\section*{Statement and proof}

Two phases have real relative permittivities $\epsilon_2>\epsilon_1>0$ and volume fractions $f_2=f$, $f_1=1-f$; I write $\Delta=\epsilon_2-\epsilon_1$. If the effective tensor is isotropic in $d$ dimensions, the bounds of Hashin and Shtrikman (1962) hold:
\begin{equation}
\epsilon_L=\epsilon_1+\frac{f}{\frac{1}{\Delta}+\frac{f_1}{d\epsilon_1}}\le\epsilon\le\epsilon_2+\frac{f_1}{-\frac{1}{\Delta}+\frac{f}{d\epsilon_2}}=\epsilon_U .
\end{equation}
For long aligned fibres nothing depends on the axial coordinate, so the transverse problem has $d=2$.

Lower bound. Let $\chi=1$ in phase 2 and $0$ in phase 1, let the mean field be a unit vector $\mathbf e$, and try $\mathbf p=p\chi\mathbf e$. Pointwise, $\chi\Delta E^2\ge 2\mathbf p\cdot\mathbf E-p^2\chi/\Delta$. I add $\epsilon_1E^2$, average, and minimise the right side over curl-free $\mathbf E$ with mean $\mathbf e$. Each Fourier mode of the fluctuation $p(\chi-f)\mathbf e$ then contributes minus its weight times $(\hat{\mathbf k}\cdot\mathbf e)^2/\epsilon_1$. The total weight is $p^2ff_1$, and averaging over $d$ orthogonal choices of $\mathbf e$ turns the squared cosine into $1/d$:
\begin{equation}
\epsilon\ge\epsilon_1+2fp-\frac{fp^2}{\Delta}-\frac{ff_1p^2}{d\epsilon_1}.
\end{equation}
The maximum over $p$ is $\epsilon_L$. In $d=2$ a rotation by $90^\circ$ exchanges curl-free and divergence-free fields, so $\epsilon(\epsilon_1,\epsilon_2)\,\epsilon(\epsilon_2,\epsilon_1)=\epsilon_1\epsilon_2$ (Keller duality). The lower bound for the swapped medium then gives $\epsilon_U$.

Attainment. Take a core $\epsilon_2$ of radius $a$ in a shell $\epsilon_1$ of radius $b$, $f=a^2/b^2$, with shell potential $(B\rho+C/\rho)\cos\theta$. Matching potential and normal displacement at $a$ gives $C=-\beta a^2B$, $\beta=\Delta/(\epsilon_1+\epsilon_2)$. The uniform outer field stays undisturbed if the surrounding permittivity is $\epsilon_1(B-C/b^2)/(B+C/b^2)$, which is $\epsilon_L$:
\begin{equation}
\epsilon_L=\epsilon_1\frac{1+f\beta}{1-f\beta},\qquad \epsilon_U=\epsilon_2\frac{1-f_1\beta}{1+f_1\beta}.
\end{equation}
Such neutral cylinders can be inserted one by one, in sizes running down to zero at fixed $a/b$, until they fill the plane. Swapping core and shell realises $\epsilon_U$; coated spheres do the same for $d=3$. The two values are the Maxwell Garnett formulas with host 1 and host 2.

\section*{Dimensional analysis}

The static equation $\nabla\cdot(\epsilon\nabla\phi)=0$ contains no length and is homogeneous in $\epsilon$. Hence $\epsilon/\epsilon_1$ depends only on $r=\epsilon_2/\epsilon_1$, $f$ and shape, not on fibre radius. Further groups appear only through physics left out: $ka$ (retardation), $\omega\tau$ (conduction) and $\tan\delta$ (loss). With $s=ff_1$ and $r=(1+\beta)/(1-\beta)$ the gap is exactly
\begin{equation}
\frac{\epsilon_U}{\epsilon_L}=1+\frac{2s\beta^3}{(1-\beta)(1+\beta+s\beta^2)} ,
\end{equation}
symmetric under $f\leftrightarrow f_1$.

\section*{Contrast}

Weak contrast. Both bounds share $\epsilon_1+f\Delta-s\Delta^2/(d\epsilon_1)$ through second order. For $d=2$ all logarithms are inverse hyperbolic tangents:
\begin{equation}
\ln\frac{\epsilon_U}{\epsilon_L}=2\left[\operatorname{artanh}\beta-\operatorname{artanh}f\beta-\operatorname{artanh}f_1\beta\right]=2s\beta^3\left[1+(1-s)\beta^2+\dots\right].
\end{equation}
The Wiener bounds (arithmetic and harmonic means) have ratio $1+4s\beta^2/(1-\beta^2)$, so isotropy gains one power of $\beta$.

Strong contrast at fixed $f$. Setting $\beta\simeq1-2/r$,
\begin{equation}
\frac{\epsilon_L}{\epsilon_1}\simeq\frac{1+f}{f_1}-\frac{4f}{f_1^2r},\qquad \epsilon_U\simeq\frac{f\epsilon_2}{2-f}+\frac{4f_1\epsilon_1}{(2-f)^2},
\end{equation}
\begin{equation}
\frac{\epsilon_U}{\epsilon_L}\simeq\frac{sr}{2+s}+\frac{4(1-s)}{(2+s)^2}.
\end{equation}
The lower bound saturates because the strong phase sits in isolated cores; the upper grows with $\epsilon_2$ because it forms connected shells. For $f=0.6$ ($s=0.24$) the exact gap reaches 10 per cent at $r=3.3$ and a factor of two at $r=12.6$. The two terms of the asymptote are equal at $r=4(1-s)/[s(2+s)]=5.7$, which I take as the crossover.

\section*{Volume fraction}

Dilute fibres:
\begin{equation}
\frac{\epsilon_L}{\epsilon_1}=1+2\beta f+2\beta^2f^2+\dots,\qquad \frac{\epsilon_U}{\epsilon_1}=1+\frac{2\beta f}{1-\beta^2}\left[1+\frac{\beta f}{1+\beta}+\dots\right].
\end{equation}
The slopes differ by $1/(1-\beta^2)$: circular fibres against thin shells. The resin-poor end follows from the exact form
\begin{equation}
\frac{\epsilon_L}{\epsilon_2}=\frac{1-f_1\beta/(1+\beta)}{1+f_1(r-1)/2}.
\end{equation}
Here the limits $f_1\to0$ and $r\to\infty$ do not commute. The governing variable is $f_1(r-1)/2$, with crossover $f_1^*=2/(r-1)$: below it $\epsilon_L\approx\epsilon_2$, above it thin resin films in series limit the response. The mirror statement holds for $\epsilon_U$ at small $f$. The crossover lies in the physical range only for $r>3$.

\section*{Numbers for glass-fibre epoxy}

As typical radio-frequency inputs I take $\epsilon_1=3.6$ (epoxy) and $\epsilon_2=6.3$ (E-glass). Then $r=1.75$, $\beta=0.273$ and $f_1^*=2.67>1$: weak contrast at every fraction.

\begin{center}
\begin{tabular}{cccc}
$f$ & $\epsilon_L$ & $\epsilon_U$ & gap (\%)\\
0.2 & 4.02 & 4.04 & 0.69\\
0.4 & 4.48 & 4.53 & 1.04\\
0.6 & 5.01 & 5.06 & 1.04\\
0.8 & 5.61 & 5.65 & 0.69
\end{tabular}
\end{center}

From here $f=0.6$, a typical unidirectional value, where $\epsilon_U-\epsilon_L=0.052$. The series for the logarithm gives $0.00974$ at leading order and $0.01029$ with the correction, against the exact $0.01032$. The Wiener interval is $4.85$ to $5.22$, the upper end being the axial permittivity. The $d=3$ interval, $5.07$ to $5.12$, misses the $d=2$ one entirely, because $d$ enters at second order in $\Delta$ and the gap at third.

Where do equal fibres fall? For a hexagonal array of unit spacing I use Rayleigh's expansion $\sum_n(A_n\rho^n+B_n\rho^{-n})\cos n\theta$ with $B_n=-\beta a^{2n}A_n$. The mean dipole field gives the term $f\beta$. Expanding the neighbours' poles about the origin gives $A_5=-S_6B_1$ and $\delta A_1=-5S_6B_5$, where $S_6=\sum' w^{-6}=5.863$ over complex lattice points $w\neq0$. With $f=2\pi a^2/\sqrt3$,
\begin{equation}
\frac{\epsilon}{\epsilon_1}\simeq1+\frac{2f\beta}{1-f\beta-\eta},\qquad \eta=5S_6^2\beta^2a^{12}=0.0754\,\beta^2f^6 ,
\end{equation}
with further terms of order $f^{12}$. Here $\eta=2.6\times10^{-4}$, raising $\epsilon$ by $4.4\times10^{-4}$, or $0.85$ per cent of the gap. The ordered array sits at the lower bound; for random packing I can only rely on the interval.

\section*{Where the static picture ends}

Retardation. With $k=\omega\sqrt{\epsilon_L}/c$ and a typical $a=5000$ nm, $ka=1$ at $\hbar\omega=\hbar c/(a\sqrt{\epsilon_L})=0.018$ eV. Corrections scale as $(ka)^2$ with a geometry-dependent coefficient, so they rival the relative gap near $1.8\times10^{-3}$ eV. At 10 GHz ($4.1\times10^{-5}$ eV), $(ka)^2=5.5\times10^{-6}$. I hold the inputs fixed here, although both phases are dispersive.

Conduction. With time dependence $e^{-i\omega t}$, let $\epsilon_1\to\epsilon_1+i\sigma_1/(\varepsilon_0\omega)$ and idealise the glass as insulating. The inequalities need real values and lapse, but the coated-cylinder formula stays exact for its geometry. Its denominator $(1+f)\epsilon_1+f_1\epsilon_2$ is linear in $\epsilon_1$, so there is a single Maxwell--Wagner relaxation:
\begin{equation}
\operatorname{Re}\epsilon=\epsilon_L+\frac{\epsilon_s-\epsilon_L}{1+\omega^2\tau^2},\qquad \tau=\varepsilon_0\frac{(1+f)\epsilon_1+f_1\epsilon_2}{(1+f)\sigma_1},
\end{equation}
\begin{equation}
\epsilon_s=\frac{f_1\epsilon_1}{1+f}+\frac{4f\epsilon_2}{(1+f)^2}=6.81 .
\end{equation}
Charge piling up on the fibre surfaces lifts the model above even $\epsilon_2$. The step is $1.80$, and its tail equals the gap at $\omega\tau=5.8$. A conducting glass changes the step, which vanishes when $\sigma_2/\epsilon_2=\sigma_1/\epsilon_1$, since $\beta$ is then independent of frequency.

As illustrative inputs I take $\sigma_1=10^{-13}$ S/m at 300 K with Arrhenius activation energy $E_a=1$ eV, ignoring the glass transition. Then $\tau=4.6\times10^2$ s and $\hbar/\tau=1.4\times10^{-18}$ eV at 300 K, while $\tau=0.029$ s at 400 K. At 300 K the model's window for the bounds runs from $8.3\times10^{-18}$ to $1.8\times10^{-3}$ eV. At 50 Hz ($2.1\times10^{-13}$ eV) the condition $\omega\tau=5.8$ is met at 406 K. One decade in $\sigma_1$ moves this by about $k_BT^2\ln10/E_a=33$ K.

Dipolar loss. A typical resin $\tan\delta=0.02$ enters the same denominator. With $x=(1+f)\epsilon_1\tan\delta/[(1+f)\epsilon_1+f_1\epsilon_2]$, $\operatorname{Re}\epsilon$ rises by $(\epsilon_s-\epsilon_L)x^2/(1+x^2)=3.5\times10^{-4}$, negligible against the gap.

\section*{What rivals the gap}

The sensitivities are $\partial\epsilon_L/\partial\epsilon_1=0.60$, $\partial\epsilon_L/\partial\epsilon_2=0.45$ and $\partial\epsilon_L/\partial f=2\beta\epsilon_1/(1-f\beta)^2=2.81$. An assumed spread of $0.3$ in the resin value shifts the result by $0.18$, and one of $0.02$ in $f$ by $0.056$. An assumed fraction $\varphi=0.01$ of cylindrical voids, treated as dilute inclusions in the effective medium, shifts it by $2\varphi\epsilon_L(1-\epsilon_L)/(1+\epsilon_L)=-0.067$. Each exceeds $0.052$. At this contrast the arrangement of the fibres matters less than the inputs, and only two figures are supported: the model's transverse permittivity at $f=0.6$ is $5.0$ to $5.1$.